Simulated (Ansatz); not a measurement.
How methods differ on SiNH4 (SMILES [NH][SiH3])

SiNH4: 6 atoms, total charge 0, spin state doublet. SMILES: `[NH][SiH3]`. The shape is that of a PBE0-D4/def2-TZVP optimisation.

Each level gives the vertical energy of the quartet above the doublet (eV). The values are calculated.

| level | kind | program | value (eV) | less FCI/STO-3G | CPU time (all runs) |
| --- | --- | --- | --- | --- | --- |
| UHF/STO-3G | Hartree–Fock | Ansatz | 9.38 | -0.37 | 0.25 s |
| USVWN5/STO-3G | LDA | Ansatz | 9.62 | -0.13 | 2.3 s |
| U-revPBE/STO-3G | GGA | Ansatz | 9.56 | -0.19 | 4 s |
| UBLYP/STO-3G | GGA | Ansatz | 9.56 | -0.19 | 3.9 s |
| U-r2SCAN0/STO-3G | hybrid meta-GGA | Ansatz | 9.68 | -0.07 | 10 s |
| UCAM-B3LYP/STO-3G | range-separated hybrid | Ansatz | 9.78 | +0.03 | 4.9 s |
| UB2PLYP/STO-3G | double hybrid | Ansatz | 9.80 | +0.05 | 4.4 s |
| UMP2/STO-3G | perturbation theory | Ansatz | 9.75 | 0.00 | 0.28 s |
| UBCCD(T)/STO-3G | coupled cluster or CI | Ansatz | 9.76 | +0.01 | 0.65 s |
| FCI/STO-3G | exact in the basis | Ansatz | 9.75 | 0.00 | 9.2 s |

FCI/STO-3G is exact within its basis and frozen core, so for wave-function methods in that basis the difference is their error; functionals converge differently with the basis, so for them it is only a difference. The values span 9.38 to 9.80 eV. All rows use very small basis sets, so even the best lies far from the true value. CPU times are rough (shared hosts, several kinds of processor): they show what a rung costs within a factor of a few.

The quartet lies far above the doublet at every level, as expected for an aminyl radical whose unpaired electron sits in a nitrogen 2p orbital. A third unpaired electron requires breaking up an electron pair and, in this minimal valence space, filling an antibonding σ* orbital while the nuclei stay fixed. Hartree–Fock gives the smallest gap, 0.37 eV below FCI, because the doublet has one more opposite-spin pair and so loses more correlation energy when correlation is neglected. MP2 already recovers this differential correlation, and BCCD(T) stays within 0.01 eV of FCI, which suggests that neither state has strong multireference character. MP2's exact match to the printed precision probably owes something to cancellation between the two states.

The hybrids and the double hybrid lie above the LDA and GGA values, yet Hartree–Fock lies below them all, so the share of exact exchange alone does not order the gaps. The vertical gap leaves open whether the quartet would remain bound on relaxation or dissociate along a weakened bond.
